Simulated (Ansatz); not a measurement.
C: do energies and stresses tell the same story?

Theory: DFT r2SCAN, scalar-relativistic, plane waves, PAW (Ansatz).

Cutoff 500 eV; k points 12×12×2 on the computed 12-atom cell (Γ-centred); Gaussian smearing, width 0.02 eV; no spin polarisation.

Relaxed cell: P6_3/mmc, a = 2.512 Å, b = 2.512 Å, c = 12.392 Å, α = 90.00°, β = 90.00°, γ = 120.00°, 12 atoms in the primitive cell.

Energies at zero smearing and pressures from the stress tensor, at volumes with shape and atoms relaxed:
| V (Å³/atom) | E − E(first) (meV/atom) | P (GPa) |
| --- | --- | --- |
| 4.968 | 0.00 | 72.63 |
| 5.137 | -64.77 | 50.45 |
| 5.306 | -107.69 | 31.21 |
| 5.476 | -131.64 | 14.50 |
| 5.645 | -139.12 | -0.02 |
| 5.814 | -132.27 | -12.64 |
| 5.984 | -112.97 | -23.62 |
| 6.209 | -70.66 | -36.04 |

**Question.** Check P = −dE/dV between neighbouring volumes, and get the bulk modulus from the pressures alone.

**Answer.** With 1 eV/Å³ = 160.2 GPa:
```tsv
middle V (Å³/atom)	−ΔE/ΔV (GPa)	mean P (GPa)
5.052	61.278	61.544
5.222	40.607	40.833
5.391	22.662	22.857
5.560	7.069	7.242
5.730	-6.478	-6.330
5.899	-18.259	-18.129
6.096	-30.022	-29.828
```

The two differ by 0.27 GPa at most. The mean of two end pressures misses the average over a step by about ΔV² P″/12, up to 0.26 GPa here; with that taken off 0.01 GPa remains. Around V = 5.645 Å³/atom, the two neighbours give B = −V ΔP/ΔV = 5.645 × 27.15 / 0.339 = 452.4 GPa, against B0 = 450.6 GPa from the Birch–Murnaghan fit of the energies.

Energies and stresses describe the same equation of state, which suggests that Pulay stress from the finite basis is small. The mean pressure lies above the energy slope in every interval, as expected for a convex P(V) curve. The gap narrows with expansion as that curvature fades, except in the last interval, where the volume step is wider. The pressure-derived modulus of 452.4 GPa probably exceeds the fitted 450.6 GPa for a related reason: a symmetric finite difference slightly overestimates the slope of such a curve.

The cell shape and small atomic volume point to a hexagonal stacking polytype of diamond, not graphite. Its stiffness, close to that of cubic diamond, fits a three-dimensional network of short sp³ bonds. Carbon has no p electrons in its core, so its 2p orbitals are compact and overlap strongly at short range. Compression raises the Pauli repulsion steeply, so the solid stiffens as it shrinks. Agreement between energy and stress tests internal consistency, not the accuracy of the functional.
